\section{The bispherical expansion for two linear molecules}

\subsection{Premises and conventions}

Two linear molecules interact in field-free space. The premises are: (i) the Born--Oppenheimer separation holds, and the dimer is in one non-degenerate electronic state that correlates with $\Sigma$ states of both monomers; (ii) the electronic Hamiltonian contains kinetic and Coulomb terms only, so that its eigenvalues depend on the nuclear positions through internuclear distances alone; (iii) the bond lengths are frozen; (iv) at each separation of interest the interaction energy $V$ is square integrable over all orientations.

The vector $\mathbf R=R\hat{\mathbf R}$ points from the centre of mass of molecule 1 to that of molecule 2, and the unit vectors $\hat{\mathbf r}_1,\hat{\mathbf r}_2$ lie along the molecular axes, with the same head-to-tail sense if the molecules are of one kind. Spherical harmonics $Y_{lm}$ and Clebsch--Gordan coefficients carry the Condon--Shortley phases, and $C_{lm}=[4\pi/(2l+1)]^{1/2}Y_{lm}$ are the harmonics in Racah normalisation. Atomic units are used ($e=4\pi\epsilon_0=\hbar=1$); energies are quoted in kelvin, with $1\,E_{\rm h}=315775$ K and $1$ K $=0.695$ cm$^{-1}$. Two standard symmetries of the coupling coefficients are needed:
\begin{equation}
\langle L_1m_1L_2m_2|LM\rangle=\epsilon\,\langle L_2m_2L_1m_1|LM\rangle=\epsilon\,\langle L_1,-m_1,L_2,-m_2|L,-M\rangle,\qquad \epsilon=(-1)^{L_1+L_2-L}.
\label{cgsym}
\end{equation}

\subsection{Rotational invariance}

At fixed $R$, $V$ is a function on three unit spheres. Products of three harmonics are complete there, and the harmonic of $\hat{\mathbf R}$ may be taken as a complex conjugate. The first two factors are replaced by the coupled functions
\begin{equation}
\Phi^{L_1L_2}_{\Lambda N}=\sum_{m_1m_2}\langle L_1m_1L_2m_2|\Lambda N\rangle\,Y_{L_1m_1}(\hat{\mathbf r}_1)Y_{L_2m_2}(\hat{\mathbf r}_2),\qquad |L_1-L_2|\le\Lambda\le L_1+L_2 ,
\end{equation}
which is an orthogonal change of basis, so that completeness is kept:
\begin{equation}
V=\sum_{L_1L_2}\sum_{\Lambda N}\sum_{LM}c^{L_1L_2}_{\Lambda N,LM}(R)\,\Phi^{L_1L_2}_{\Lambda N}\,Y^*_{LM}(\hat{\mathbf R}).
\label{general}
\end{equation}
Under a common rotation $\Omega$ of the three vectors, $\Phi_{\Lambda N}\to\sum_{N'}\Phi_{\Lambda N'}D^{\Lambda}_{N'N}(\Omega)$, which is the defining property of the coupling, and $Y^*_{LM}\to\sum_{M'}Y^*_{LM'}D^{L*}_{M'M}(\Omega)$. By premise (ii) $V$ is unchanged by every $\Omega$, hence equal to its average over the rotation group. With the measure normalised to unity, the orthogonality of the representation matrices reads
\begin{equation}
\int d\Omega\,D^{\Lambda}_{N'N}\,D^{L*}_{M'M}=\frac{\delta_{\Lambda L}\,\delta_{N'M'}\,\delta_{NM}}{2L+1}.
\end{equation}
The average of each term of \eqref{general} thus vanishes unless $\Lambda=L$ and $N=M$, and what survives is $(2L+1)^{-1}\sum_{M'}\Phi_{LM'}Y^*_{LM'}$, the same function for every $M$. One invariant remains for each triple $(L_1,L_2,L)$. Defining
\begin{equation}
A_{L_1L_2L}=(4\pi)^{3/2}\sum_{m_1m_2M}\langle L_1m_1L_2m_2|LM\rangle\,Y_{L_1m_1}(\hat{\mathbf r}_1)\,Y_{L_2m_2}(\hat{\mathbf r}_2)\,Y^*_{LM}(\hat{\mathbf R}),
\label{Adef}
\end{equation}
and collecting $\sum_Mc^{L_1L_2}_{LM,LM}/[(2L+1)(4\pi)^{3/2}]$ into a radial coefficient, we have
\begin{equation}
V=\sum_{L_1L_2L}V_{L_1L_2L}(R)\,A_{L_1L_2L}(\hat{\mathbf r}_1,\hat{\mathbf r}_2,\hat{\mathbf R}),\qquad |L_1-L_2|\le L\le L_1+L_2 .
\label{expansion}
\end{equation}
The triangle rule is inherited from the coupling. Let $\langle\cdots\rangle$ be the average over the three spheres. Orthonormality of the $Y_{lm}$ and $\sum_{m_1m_2}\langle L_1m_1L_2m_2|LM\rangle^2=1$ for each of the $2L+1$ values of $M$ give
\begin{equation}
\langle A^*_{L_1'L_2'L'}A_{L_1L_2L}\rangle=(2L+1)\,\delta_{L_1L_1'}\delta_{L_2L_2'}\delta_{LL'},\qquad V_{L_1L_2L}=\frac{\langle A^*_{L_1L_2L}V\rangle}{2L+1}.
\label{ortho}
\end{equation}
With this normalisation $A_{000}=1$, so $V_{000}$ is the orientational average of $V$, and a term contributes the root-mean-square amplitude $\sqrt{2L+1}\,|V_{L_1L_2L}|$. Other normalisations are in use, for example with a $3j$ symbol and unit mean square, and radial coefficients can be compared only after conversion.

\subsection{Inversion and the number of terms}

Internuclear distances are also unchanged when all nuclear coordinates are inverted, which reverses all three vectors. Since $Y_{lm}(-\hat{\mathbf n})=(-1)^lY_{lm}(\hat{\mathbf n})$, each $A_{L_1L_2L}$ is multiplied by $(-1)^{L_1+L_2+L}$. Equating \eqref{expansion} before and after, and using the linear independence implied by \eqref{ortho}, $V_{L_1L_2L}=(-1)^{L_1+L_2+L}V_{L_1L_2L}$, so that
\begin{equation}
V_{L_1L_2L}=0\quad\text{unless } L_1+L_2+L \text{ is even.}
\label{parity}
\end{equation}
The allowed values are $L=|L_1-L_2|,\,|L_1-L_2|+2,\dots,L_1+L_2$. The range has length $2\min(L_1,L_2)$ and the step is 2, which leaves $\min(L_1,L_2)+1$ terms for each pair $(L_1,L_2)$.

The content of the rule is plain in the dimer frame. As $A$ is invariant, $\hat{\mathbf R}$ may be turned onto the $z$ axis, where $C_{LM}=\delta_{M0}$. Let $\theta_1,\theta_2$ be the polar angles of the two axes, both measured from $+\hat{\mathbf R}$, and $\phi=\phi_1-\phi_2$ the dihedral angle. Write $C_{lm}=c_{lm}(\theta)e^{im\phi}$ with $c_{lm}$ real and $c_{l,-m}=(-1)^mc_{lm}$, and $N_{L_1L_2L}=[(2L_1+1)(2L_2+1)(2L+1)]^{1/2}$. Pairing the terms $m$ and $-m$ by \eqref{cgsym},
\begin{equation}
\frac{A_{L_1L_2L}}{N_{L_1L_2L}}=\langle L_10L_20|L0\rangle P_{L_1}P_{L_2}+\sum_{m=1}^{\min(L_1,L_2)}(-1)^m\langle L_1mL_2,-m|L0\rangle\,c_{L_1m}c_{L_2m}\left(e^{im\phi}+\epsilon\,e^{-im\phi}\right),
\label{body}
\end{equation}
with $P_{L_i}=P_{L_i}(\cos\theta_i)$. For $\epsilon=+1$ the function is real and built from $\cos m\phi$, $m=0,\dots,\min(L_1,L_2)$, which repeats the count; the $V_{L_1L_2L}$ are then real. For $\epsilon=-1$ the $m=0$ coefficient vanishes by \eqref{cgsym} and only $i\sin m\phi$ remains. These functions are odd in $\phi$ and would give different energies to a twisted dimer and its mirror image; the simplest, $A_{111}$, is proportional to $\hat{\mathbf R}\cdot(\hat{\mathbf r}_1\times\hat{\mathbf r}_2)$. Rotational invariance alone does not remove them. Because the integrand in \eqref{ortho} is invariant, the average reduces to $(8\pi)^{-1}\int d\cos\theta_1\,d\cos\theta_2\,d\phi$, which is how the coefficients are obtained from a computed surface by quadrature.

\subsection{Permutation of identical nuclei}

\emph{Centrosymmetric monomers.} If molecule 1 is symmetric about its centre, $\hat{\mathbf r}_1\to-\hat{\mathbf r}_1$ alone merely relabels identical nuclei. It multiplies $A_{L_1L_2L}$ by $(-1)^{L_1}$, so $L_1$ is even. If both molecules are of this kind, $L_1$ and $L_2$ are even and \eqref{parity} makes $L$ even.

\emph{Identical monomers.} Interchanging the labels of two identical molecules sends $(\hat{\mathbf r}_1,\hat{\mathbf r}_2,\hat{\mathbf R})$ to $(\hat{\mathbf r}_2,\hat{\mathbf r}_1,-\hat{\mathbf R})$ and leaves $V$ unchanged. In \eqref{Adef} the reversal of $\hat{\mathbf R}$ gives $(-1)^L$, and restoring the order of the coupling by \eqref{cgsym} gives $\epsilon$:
\begin{equation}
A_{L_1L_2L}(\hat{\mathbf r}_2,\hat{\mathbf r}_1,-\hat{\mathbf R})=(-1)^L(-1)^{L_1+L_2-L}A_{L_2L_1L}(\hat{\mathbf r}_1,\hat{\mathbf r}_2,\hat{\mathbf R})=(-1)^{L_1+L_2}A_{L_2L_1L}.
\end{equation}
Comparing the coefficients of $A_{L_2L_1L}$ in the two forms of \eqref{expansion},
\begin{equation}
V_{L_2L_1L}(R)=(-1)^{L_1+L_2}\,V_{L_1L_2L}(R).
\label{exchange}
\end{equation}
Terms with $L_1=L_2$ are not restricted. For polar monomers $V_{011}=-V_{101}$: here $A_{101}=3\cos\theta_1$ and $A_{011}=3\cos\theta_2$, and molecule 1 points its head at the partner for $\theta_1=0$ while molecule 2 does so for $\theta_2=\pi$.

\subsection{First-order multipole electrostatics}

Take a unit charge at $\mathbf a$ from the centre of molecule 1 and one at $\mathbf b$ from the centre of molecule 2. For $a+b<R$ the Taylor series
\begin{equation}
\frac1{|\mathbf R+\mathbf b-\mathbf a|}=\sum_{l_1l_2}T_{l_1l_2},\qquad T_{l_1l_2}=\frac{(-\mathbf a\cdot\nabla)^{l_1}(\mathbf b\cdot\nabla)^{l_2}}{l_1!\,l_2!}\,\frac1R ,
\end{equation}
converges, $\nabla$ acting on $\mathbf R$. Four properties fix $T_{l_1l_2}$, with $n=l_1+l_2$.

(1) The left side is harmonic in $\mathbf a$. The Laplacian $\nabla_a^2$ lowers the degree in $\mathbf a$ by two and keeps that in $\mathbf b$, so it cannot mix different $T_{l_1l_2}$, and each is a harmonic homogeneous polynomial of degree $l_1$ in $\mathbf a$, that is, a combination of $a^{l_1}C_{l_1m}(\hat{\mathbf a})$. The same holds for $\mathbf b$ and $l_2$.

(2) $T_{l_1l_2}$ is a sum of $n$-th derivatives of $1/R$, hence homogeneous of degree $-n-1$ in $\mathbf R$ and harmonic for $R\ne0$. From $\nabla^2[R^{-n-1}C_{LM}]=[n(n+1)-L(L+1)]R^{-n-3}C_{LM}$ it follows that only $L=n$ occurs.

(3) $T_{l_1l_2}$ is rotationally invariant, so by the group average above it is a constant $K_{l_1l_2}$ times $a^{l_1}b^{l_2}R^{-n-1}A_{l_1l_2n}(\hat{\mathbf a},\hat{\mathbf b},\hat{\mathbf R})/N_{l_1l_2n}$.

(4) For three parallel vectors, $(R+b-a)^{-1}=\sum_n(a-b)^n/R^{n+1}$, so $K_{l_1l_2}\langle l_10l_20|n0\rangle=(-1)^{l_2}\,n!/(l_1!\,l_2!)$.

The coupling coefficient follows by lowering the stretched state $|nn\rangle=|l_1l_1\rangle|l_2l_2\rangle$. With $J_-^{\,l-m}|ll\rangle=[(2l)!\,(l-m)!/(l+m)!]^{1/2}|lm\rangle$, the left side gives $J_-^{\,n}|nn\rangle=[(2n)!]^{1/2}|n0\rangle$, and the binomial expansion of $(J_{1-}+J_{2-})^n$ on the right gives
\begin{equation}
\langle l_1ml_2,-m|n0\rangle=\left[\frac{(2l_1)!\,(2l_2)!}{(2n)!}\right]^{1/2}\frac{n!}{[(l_1+m)!\,(l_1-m)!\,(l_2+m)!\,(l_2-m)!]^{1/2}} .
\label{stretched}
\end{equation}
At $m=0$ this yields $K_{l_1l_2}=(-1)^{l_2}\{(2n)!/[(2l_1)!\,(2l_2)!]\}^{1/2}$.

The first-order energy is the integral of the Coulomb kernel over the unperturbed charge densities $\rho_1,\rho_2$, which are cylindrically symmetric for $\Sigma$ states. Expand $C_{lm}(\hat{\mathbf a})$ in harmonics $C_{lk}$ referred to the molecular axis. Only $k=0$, which is $P_l(\cos\chi)$ with $\chi$ the angle from the axis, survives the azimuthal integration, and its coefficient is $C_{lm}(\hat{\mathbf r}_1)$, as is seen by placing $\hat{\mathbf a}$ on the axis, where $C_{lk}=\delta_{k0}$. Therefore $\int\rho_1a^lC_{lm}(\hat{\mathbf a})\,d^3a=Q^{(1)}_l\,C_{lm}(\hat{\mathbf r}_1)$ with the axial moment $Q_l=\int\rho\,a^lP_l(\cos\chi)\,d^3a$; $Q_2=\Theta=\tfrac12\int\rho\,(3z^2-a^2)\,d^3a$ is the quadrupole and $Q_4=\Phi$ the hexadecapole moment. The result is
\begin{equation}
V^{\rm mp}_{L_1L_2L}=\delta_{L,L_1+L_2}\,(-1)^{L_2}\left[\frac{(2L)!}{(2L_1+1)!\,(2L_2+1)!\,(2L+1)}\right]^{1/2}\frac{Q^{(1)}_{L_1}Q^{(2)}_{L_2}}{R^{L_1+L_2+1}} .
\label{multipole}
\end{equation}
It obeys \eqref{exchange}, since $(-1)^{L_1}=(-1)^{L_1+L_2}(-1)^{L_2}$. For two parallel dipoles on the axis, $V_{112}A_{112}=-2Q_1^{(1)}Q_1^{(2)}/R^3$, the elementary result.

\subsection{The functions for H$_2$--H$_2$}

With $L_1,L_2\le2$ the rules leave six terms, 000, 202, 022, 220, 222 and 224, of which five are independent because $V_{022}=V_{202}$. Put $c_i=\cos\theta_i$, $s_i=\sin\theta_i$, and use $c_{21}=-(3/2)^{1/2}sc$, $c_{22}=(3/8)^{1/2}s^2$. Define
\begin{equation}
u_0=P_2(c_1)P_2(c_2),\qquad u_1=3s_1c_1s_2c_2\cos\phi,\qquad u_2=\tfrac34s_1^2s_2^2\cos2\phi .
\end{equation}
The coefficients $\langle2m2,-m|L0\rangle$ for $m=0,1,2$ are $(1,-1,1)/\sqrt5$, $(-2,1,2)/\sqrt{14}$ and $(6,4,1)/\sqrt{70}$ for $L=0,2,4$. Equation \eqref{body} gives $A_{202}=5P_2(c_1)$, $A_{022}=5P_2(c_2)$ and
\begin{equation}
A_{220}=\sqrt5\,g_0,\qquad A_{222}=\frac{5\sqrt5}{\sqrt{14}}\,g_2,\qquad A_{224}=\frac{15}{\sqrt{70}}\,g_4,
\end{equation}
\begin{equation}
g_0=u_0+u_1+u_2,\qquad g_2=-2u_0-u_1+2u_2,\qquad g_4=6u_0-4u_1+u_2 .
\end{equation}
By the addition theorem $g_0=P_2(\hat{\mathbf r}_1\cdot\hat{\mathbf r}_2)$. Neutral monomers have $Q_0=0$, so \eqref{multipole} contributes nothing to 000, 202 and 022, nothing to 220 and 222, and
\begin{equation}
V^{\rm mp}_{224}=\frac{\sqrt{70}}{15}\,\frac{\Theta^2}{R^5},\qquad V^{\rm mp}_{224}A_{224}=\frac{\Theta^2}{R^5}\,g_4 .
\label{qq}
\end{equation}
This is the reason for the four-term form 000, 202, 022, 224: it keeps the isotropic term, the terms linear in the anisotropy of one molecule, and the one member of the $(2,2)$ family that has a first-order $R^{-5}$ tail.

The restriction $L=L_1+L_2$ does not hold in second order. The leading dispersion energy has the Casimir--Polder form $-(2\pi R^6)^{-1}\int_0^\infty{\rm tr}[\alpha_1(i\omega)\,t\,\alpha_2(i\omega)\,t]\,d\omega$ with $t=3\hat{\mathbf R}\hat{\mathbf R}^{\rm T}-1$. Write $\alpha_i=\bar\alpha(1+\kappa q_i)$, $q_i=3\hat{\mathbf r}_i\hat{\mathbf r}_i^{\rm T}-1$, $\bar\alpha=(\alpha_\parallel+2\alpha_\perp)/3$, $\kappa=(\alpha_\parallel-\alpha_\perp)/3\bar\alpha$, and assume, as a model, that $\kappa$ is independent of $\omega$. From $t^2=1+3\hat{\mathbf R}\hat{\mathbf R}^{\rm T}$ one has ${\rm tr}\,t^2=6$, ${\rm tr}\,q_it^2=6P_2(c_i)$ and
\begin{equation}
{\rm tr}\,q_1tq_2t=9(2c_1c_2-s_1s_2\cos\phi)^2-9c_1^2-9c_2^2=6\,(3u_0-2u_1+u_2).
\end{equation}
With $C_6=(3/\pi)\int_0^\infty\bar\alpha^2d\omega$ and $3u_0-2u_1+u_2=\tfrac15g_0+\tfrac17g_2+\tfrac{18}{35}g_4$,
\begin{equation}
(V_{000},V_{202},V_{220},V_{222},V_{224})^{(6)}=-\frac{C_6}{R^6}\left(1,\ \frac\kappa5,\ \frac{\kappa^2}{5\sqrt5},\ \frac{\sqrt{70}\,\kappa^2}{175},\ \frac{6\sqrt{70}\,\kappa^2}{175}\right).
\label{disp}
\end{equation}
All three values of $L$ appear for the pair $(2,2)$.

\subsection{What rotational states sample}

Between rotor states $\langle j'm'|C_{L\mu}|jm\rangle$ vanishes unless $|j-j'|\le L\le j+j'$ and $j+j'+L$ is even. Two para molecules in $j=0$ feel $V_{000}$ alone in first order, a $j=0$, $j=1$ pair feels one of 202 and 022 as well, and for two ortho molecules in $j=1$ the six terms above are complete. Hold $\mathbf R$ fixed and quantise along it. The 224 term is a tensor of rank 4 in the coupled angular momentum $j_{12}=0,1,2$ of two $j=1$ rotors, so it acts only within $j_{12}=2$. In $|11\rangle|11\rangle$ each $\langle P_2\rangle=-1/5$ and $u_1,u_2$ average to zero, giving the energy $\Gamma=6\Theta^2/25R^5$. For $M=1$ the state is $(|10\rangle|11\rangle+|11\rangle|10\rangle)/\sqrt2$; with $\langle10|P_2|10\rangle=2/5$ and $\langle11|C_{21}|10\rangle=-\langle10|C_{2,-1}|11\rangle=\sqrt3/5$, the diagonal part $6(2/5)(-1/5)$ and the off-diagonal part $4(-3/25)$ add to $-24/25$ in units of $\Theta^2/R^5$, that is $-4\Gamma$. A tensor of non-zero rank is traceless over the multiplet, so $M=0$ lies at $6\Gamma$. The pattern $6\Gamma,-4\Gamma,\Gamma$ for $|M|=0,1,2$ is the 224 part of the level scheme of an ortho pair.

\subsection{Range of validity}

Equations \eqref{expansion}, \eqref{parity} and \eqref{exchange} are exact under premises (i)--(iv) at any such $R$ and presuppose no perturbation theory. For flexible monomers the coefficients depend on the bond lengths $d_1,d_2$, and \eqref{exchange} relates $V_{L_2L_1L}(R;d_2,d_1)$ to $V_{L_1L_2L}(R;d_1,d_2)$. External fields break the rotational invariance; $\Pi$ or $\Delta$ monomers need several surfaces, and non-linear monomers need rotation matrices in place of $Y_{L_im_i}$. The coefficients depend on the chosen centres: an isotopic substitution that moves the centre of mass off the midpoint generates odd $L_i$. Symmetry says nothing on the rate of convergence, which is fast when the bond is short compared with $R$ and slow on the repulsive wall of elongated molecules; where some orientation brings nuclei together, (iv) must be re-examined and the series is of no practical use. Equation \eqref{multipole} holds for non-overlapping charge. Real densities have exponential tails, so the multipole series is asymptotic, and penetration and exchange add exponentially decaying parts to every allowed $L$.

\subsection{Numerical illustration}

Consider H$_2$--H$_2$ at $R=6.5\,a_0=3.44$ \AA. Typical monomer and pair values, all approximate, are $\Theta=0.48\,ea_0^2$, $\Phi=0.35\,ea_0^4$, $\alpha_\parallel=6.75\,a_0^3$, $\alpha_\perp=4.75\,a_0^3$, $C_6=12.1\,E_{\rm h}a_0^6$ and the rotational constant $B=59.3$ cm$^{-1}$. The terms 000 and 202 are balances of exchange and dispersion that no long-range formula supplies, and we assume $V_{000}=-34$ K and $V_{202}=V_{022}=-1.0$ K. These two were chosen to reproduce the typical depth of the isotropic well and of the T-shaped minimum, so the totals below are the model's and do not test it.

From \eqref{qq}, $\Theta^2/R^5=6.27$ K and $V_{224}=3.50$ K, with a root-mean-square amplitude of $10.5$ K against $2.2$ K for each of 202 and 022. For the neglected terms, $\kappa=0.123$, $C_6/R^6=50.7$ K and $\kappa^2C_6/R^6=0.77$ K, so \eqref{disp} gives $V_{220}=-0.07$ K, $V_{222}=-0.04$ K and a dispersion part of $V_{224}$ of $-0.22$ K. The quadrupole--hexadecapole terms follow from \eqref{multipole} with $\Theta\Phi/R^7=0.108$ K: $V_{246}=V_{426}=(495/585)^{1/2}\,\Theta\Phi/R^7=0.10$ K, with root-mean-square amplitude $0.36$ K each; their angular factor $h$, the sum of both terms in units of $\Theta\Phi/R^7$, comes from \eqref{body} and \eqref{stretched}. Five orientations $(\theta_1,\theta_2,\phi)$ are listed: linear L $(0,0,0)$, T-shaped T $(0,90^\circ,0)$, parallel H $(90^\circ,90^\circ,0)$, crossed X $(90^\circ,90^\circ,90^\circ)$ and slipped S $(45^\circ,45^\circ,0)$. Energies are in K.

\begin{center}
\begin{tabular}{lrrrrr}
\hline
 & L & T & H & X & S\\
\hline
$A_{202}+A_{022}$ & $10$ & $5/2$ & $-5$ & $-5$ & $5/2$\\
$g_0$ & $1$ & $-1/2$ & $1$ & $-1/2$ & $1$\\
$g_2$ & $-2$ & $1$ & $1$ & $-2$ & $-1/2$\\
$g_4$ & $6$ & $-3$ & $9/4$ & $3/4$ & $-39/16$\\
$h$ & $30$ & $-15/8$ & $-75/8$ & $-15/8$ & $-285/64$\\
\hline
202 and 022 & $-10.0$ & $-2.5$ & $5.0$ & $5.0$ & $-2.5$\\
224, quadrupoles & $37.6$ & $-18.8$ & $14.1$ & $4.7$ & $-15.3$\\
four-term total & $-6$ & $-55$ & $-15$ & $-24$ & $-52$\\
\hline
omitted: 220 and 222, $R^{-6}$ & $0.07$ & $-0.03$ & $-0.26$ & $0.30$ & $-0.10$\\
omitted: 224, $R^{-6}$ & $-2.4$ & $1.2$ & $-0.9$ & $-0.3$ & $1.0$\\
omitted: 246 and 426 & $3.2$ & $-0.2$ & $-1.0$ & $-0.2$ & $-0.5$\\
\hline
\end{tabular}
\end{center}

The order T, S, X, H, L is that of $g_4$, with the 202 terms reducing the spread, and no omitted entry changes it. The linear total is a small difference of large terms, and the omitted entries there reach half of it. The dispersion parts of 220 and 222 stay within $0.3$ K, smaller in most orientations than the terms with $L_i=4$. The short-range parts of the $(2,2)$ terms and the terms 404 and 044, which begin at $R^{-8}$, are not estimated here and must be projected from a computed surface by \eqref{ortho}.

The table also shows how such a surface can be probed. Within the six-term set, $V_{000}=(V_{\rm L}+4V_{\rm T}+2V_{\rm H}+2V_{\rm X})/9$ and $V_{202}=2(V_{\rm L}+V_{\rm T}-V_{\rm H}-V_{\rm X})/45$, because all other rows cancel in these sums. The four-term form has three independent functions and so imposes $V_{\rm L}-2V_{\rm T}+\tfrac12(V_{\rm H}+V_{\rm X})=9(V_{\rm H}-V_{\rm X})$, both sides being $\tfrac{27}{2}\cdot15V_{224}/\sqrt{70}$. Since $u_1=0$ at L, T, H and X, a tilted orientation such as S is needed to separate 220, 222 and 224.

For two para molecules at fixed $\mathbf R$, the 224 term connects $(j_1,j_2)=(0,0)$ only with $(2,2)$, which lies $12B=1024$ K higher. The sum of squared matrix elements is the mean square $9V_{224}^2$, so the second-order shift is $-9V_{224}^2/12B=-0.11$ K; the 202 and 022 terms add $-2\cdot5V_{202}^2/6B=-0.02$ K. Both are small beside $V_{000}$, so the para pair moves on a nearly isotropic surface. For two ortho molecules the model gives $\Gamma=1.50$ K, and the 224 term alone spreads the $j_{12}=2$ levels over $10\Gamma=15$ K.